**LDA or PBEsol for fcc metals of groups 4 to 7**

Going from LDA to PBEsol expands all six metals, by 1.5 to 4.1 % in volume, and softens all six, by 3.2 to 7.0 % in bulk modulus. The order of the elements in volume and in modulus is the same at both levels. Either functional therefore serves for trends along the series, while the choice matters for lattice constants, pressures and moduli wanted to about a percent. The step behaves like an added outward pressure of a few GPa, so soft metals move most.

Fcc metals of groups 4 to 7, computed with Ansatz 0.2.0 in LDA (PW92) and PBEsol, using plane waves (420 eV cutoff), scalar-relativistic PAW, no spin polarisation and Fermi-Dirac smearing of 0.1 eV. Volumes and bulk moduli come from third-order Birch-Murnaghan fits to energies extrapolated to zero smearing.

```tsv
element	distinct k-meshes among the runs behind the row	Z	valence electrons	k mesh	volume per atom, LDA (Å³)	volume per atom, PBEsol (Å³)	bulk modulus, LDA (GPa)	bulk modulus, PBEsol (GPa)	bulk modulus pressure derivative, LDA	volume per atom, PBEsol over volume per atom, LDA, less one (%)	bulk modulus, PBEsol over bulk modulus, LDA, less one (%)
Ti	15x15x15 / 22x22x22	22	4	15×15×15	16.02	16.68	122	115	3.31	4.1	-6.0
Nb	15x15x15	41	5	15×15×15	17.71	18.11	182	174	3.61	2.3	-4.4
Hf	14x14x14	72	4	14×14×14	20.73	21.56	116	108	3.58	4.0	-7.0
Ta	15x15x15 / 21x21x21	73	5	15×15×15	17.75	18.20	210	203	3.69	2.5	-3.7
W	15x15x15	74	6	15×15×15	15.65	15.96	314	301	4.22	1.9	-4.1
Re	16x16x16	75	7	16×16×16	14.38	14.60	404	391	4.35	1.5	-3.2
```

**Why the lattice expands**

LDA treats each point as a piece of uniform electron gas. PBEsol multiplies the (negative) exchange energy density by a factor that grows with the reduced gradient $s=|\nabla\rho|/(2k_F\rho)$, where $\rho$ is the electron density and $k_F$ the local Fermi wave number. On expansion the cores keep their size while the density between the atoms thins out, so $s$ grows and the correction favours the larger volume. The gradient term in correlation has the opposite sign; it can outweigh the exchange term where $s$ is small, but not in the net effect on the volume. This is the standard argument; the numbers show only its net result, a positive volume change in every row.

The correction thus adds an outward pressure $\delta P(V)$ to the LDA pressure. With $V$ the volume per atom, $B$ the bulk modulus and $B'=dB/dP$ its pressure derivative, PBEsol equilibrium requires $P_{\rm LDA}(V)+\delta P=0$. Expanding in $\epsilon=\Delta V/V$ gives $P_{\rm LDA}\approx -B\epsilon+\tfrac12 B(B'+1)\epsilon^2$, and hence

$$\epsilon\approx\frac{\delta P}{B}\left[1+\frac{B'+1}{2}\,\frac{\delta P}{B}\right].$$

A simpler system with the same logic is a spring pulled by an added force: the extension is force over stiffness, and an anharmonic spring weakens as it lengthens. The analogy covers uniform scaling of the cell only. It says nothing about shear or the energy of other structures, and the added force here depends on the element and on the extension.

**What the numbers show for the volume**

Reading $\delta P$ off the LDA Birch-Murnaghan curve at the PBEsol volume gives 4.0 GPa for Nb up to 5.8 GPa for Re. That is a spread by a factor of 1.5, while $B$ spreads by a factor of 3.5. Stiffness therefore governs the volume step: Ti is among the smaller atoms, yet it is soft and shifts most. This $\delta P$ is inferred from the two volumes and is not a separately computed pressure.

A single $\delta P$ fitted to the volume changes of all six rows is 4.49 GPa. For Ti, which is part of that fit,

$$\frac{\delta P}{B}=\frac{4.49}{122}=0.0368,\qquad \epsilon\approx 0.0368\,[1+2.155\times0.0368]=4.0\,\%,$$

against 4.1 % in the table. The rms misfit is 0.30 percentage points, a third of that for an equal percentage shift, but well above the rounding of 0.05 points.

The misfit is systematic, since $\delta P$ rises from Hf to Re and one common value underestimates the expansion of W and Re by about 0.4 points. An equal product $\delta P\,V$, an energy per fractional expansion, fits all six rows equally well overall. It stays within 0.52 to 0.56 eV along the 5d row but is lower for Ti and Nb. Six rows, with one 3d and one 4d member, don't decide between the two forms. All fits are listed in the output printed below.

Two pairs break the rule that softer metals expand more: Ti expands slightly more than Hf, and Ta more than Nb. Ti and Ta are also the rows built from two k-meshes. Their LDA energy curves were run at 15×15×15, which leaves the denser mesh to PBEsol, and convergence with the mesh is untested. For Ta a real difference between periods is the likelier cause, since its $\delta P$ of 4.95 GPa lies midway between those of Hf and W, each run on a single mesh. For Ti the rows can't tell the two causes apart.

**Why the modulus falls by only half of what expansion suggests**

Applying $B=-V\,dP/dV$ to the sum of the two pressures gives

$$B_{\rm PBEsol}=B_{\rm LDA}(V_{\rm PBEsol})+n\,\delta P,\qquad n=-\frac{d\ln\delta P}{d\ln V},$$

or $\Delta B\approx-(B'-n)\,\delta P$ to first order. The first effect is the anharmonic spring, which softens on stretching. The second arises if the push fades as the atoms separate, as it must towards the free-atom limit; a fading push acts as an extra restoring force. The two effects oppose each other, and the softening wins in every row.

In every row expansion alone overshoots the actual drop, by a factor between 1.8 and 2.4, so PBEsol is stiffer than LDA at equal volume. One $n$ fitted to all six modulus changes, with each row's own $\delta P$, is about 1.8; the value is empirical. For Ti, again inside the fit,

$$\Delta B\approx-(3.31-1.84)\times4.59\ {\rm GPa}=-6.7\ {\rm GPa},\qquad -6.7/122=-5.5\,\%,$$

against −6.0 % in the table, and part of the gap is the neglected second order. The full form misses by 0.46 points rms and by 0.8 points for Ta, where it predicts too much softening.

**How large the step is against the settings**

Fitting the LDA stress instead of the energy gives moduli lower than the table's by up to 0.8 %. On that scale the order of the modulus changes among Nb, Ta, W and Re, which span 1.2 points, is not secure, whereas the larger drops of Ti and Hf are clearer. The stress belongs to the smeared free energy and contains a pressure $\tfrac12\,d(TS)/dV$ from the smearing entropy term $TS$, at most 0.35 GPa. For Ti this is worth 0.25 % in volume, which matches the offset between the stress fit and the table. A cell relaxed to zero stress carries that offset, small against the functional step but not negligible for fine work.

The datasets are a less visible limit. They were made for PBE, and the LDA runs examined all carry a mismatch flag whose effect on $\delta P$ is untested. Hf treats its 4f shell explicitly while Ta, W and Re freeze it, which bears on any comparison of Hf with its neighbours. Spin polarisation was switched off, so the zero moments are imposed.

**Advice by purpose**

For trends, either level serves. The volume ratio Re/Hf is 0.694 in LDA and 0.677 in PBEsol, a small change against the trend itself. Ratios between metals of unlike stiffness shift most. The near-tie of Ta and Nb, 0.2 % apart in LDA and 0.5 % in PBEsol, is too close for its size to be trusted.

For absolute values the step is a gauge of how much the functional matters. It is 0.5 to 1.4 % in lattice constant, 4 to 6 GPa in pressure at a given volume, and several percent in modulus. Comparisons finer than this need one functional and one mesh throughout, which gives consistency but not absolute accuracy. The soft group 4 metals are where the choice weighs most on geometry. An LDA modulus should not be carried to the PBEsol volume with $B'$ alone, since that roughly doubles the correction.

The step is a difference between two approximations and not an error against nature. LDA is well known to overbind solids, and PBEsol moves the volume in the direction that corrects this, but these rows cannot rank the two. None of the six metals is fcc in its ground state, and fcc W, for one, is known to be mechanically unstable, so that only the imposed symmetry holds it; no row was tested for stability here. Spin-orbit coupling, which matters most in the 5d row, and zero-point motion are absent at both levels and would have to be weighed before a functional is blamed.

Cost gives no reason to prefer LDA. By scaling, PBEsol adds only density gradients on the grid, a small part of a plane-wave run. Effort grows with the number of k-points, about threefold from a 15×15×15 to a 22×22×22 mesh, and with the electrons treated explicitly, of which Hf has twice as many as Ta. Spare effort is best spent on a common converged mesh, which would also show how much the mesh contributes for Ti and Ta.

The analysis program printed:

```
1. Step LDA -> PBEsol (* = two k-meshes in the row; volume change rounded to 0.05 points)
el   dV %  lattice %  dP GPa (rounding)  dP*V eV
Ti*   4.1     1.35     4.59 (0.05)       0.459
Nb    2.3     0.76     3.97 (0.08)       0.439
Hf    4.0     1.32     4.24 (0.05)       0.549
Ta*   2.5     0.83     4.95 (0.10)       0.549
W     1.9     0.63     5.68 (0.14)       0.555
Re    1.5     0.50     5.82 (0.19)       0.523
max/min: B 3.48, dV 2.73, dP 1.47, dP*V 1.26
2. One-parameter models of dV; model minus table in points, order Ti Nb Hf Ta W Re
equal dP 4.49 GPa: -0.10 +0.32 +0.26 -0.25 -0.42 -0.36; rms 0.30, worst W
equal dP*V 0.50 eV: +0.37 +0.32 -0.42 -0.25 -0.21 -0.08; rms 0.30, worst Hf
equal percent 2.72 %: -1.38 +0.42 -1.28 +0.22 +0.82 +1.22; rms 0.99, worst Ti
3. Modulus: dB %, expansion alone %, remainder points, GPa, n (rounding; for 1 % in B), common-n misfit
Ti   -6.0  -12.7   6.7   8.2   n 1.79 (0.03; 0.27)  +0.19
Nb   -4.4   -8.0   3.6   6.5   n 1.64 (0.07; 0.46)  +0.44
Hf   -7.0  -13.4   6.4   7.4   n 1.74 (0.04; 0.27)  +0.37
Ta   -3.7   -8.8   5.1  10.7   n 2.17 (0.05; 0.42)  -0.78
W    -4.1   -7.7   3.6  11.3   n 1.99 (0.09; 0.55)  -0.28
Re   -3.2   -6.3   3.1  12.6   n 2.16 (0.11; 0.69)  -0.47
common n 1.84 (single-mesh rows 1.79); rms 0.46 points, worst Ta; n = 0: rms 4.95
expansion alone / actual drop: 1.81 to 2.38
4. LDA fit to the stress against the table's energy fit (edge rounding 0.05 % in V)
el  V diff %  smearing P GPa, as V %  B diff % (rounding)  B' stress, table  dP stress GPa
Ti   +0.27     0.31   0.25     -0.80 (0.41)     3.32  3.31     4.55
Nb   +0.10     0.20   0.11     -0.48 (0.27)     3.61  3.61     3.95
Hf   +0.16     0.24   0.20     -0.67 (0.43)     3.51  3.58     4.22
Ta   +0.06     0.19   0.09     -0.04 (0.24)     3.64  3.69     4.96
W    +0.11     0.35   0.11     -0.66 (0.16)     4.11  4.22     5.65
Re   +0.10     0.11   0.03     -0.22 (0.12)     4.33  4.35     5.81
5. Comparisons between elements, LDA then PBEsol
Hf/Ti: volume 1.294 1.293; modulus 0.95 0.94
Ta/Nb: volume 1.002 1.005; modulus 1.15 1.17
Re/Hf: volume 0.694 0.677; modulus 3.48 3.62
Ti/W: volume 1.024 1.045; modulus 0.39 0.38
Ti: k-point count, dense over coarse mesh 3.2
Ta: k-point count, dense over coarse mesh 2.7
explicit electrons: Ti 12, Nb 13, Hf 26, Ta 13, W 14, Re 15
```
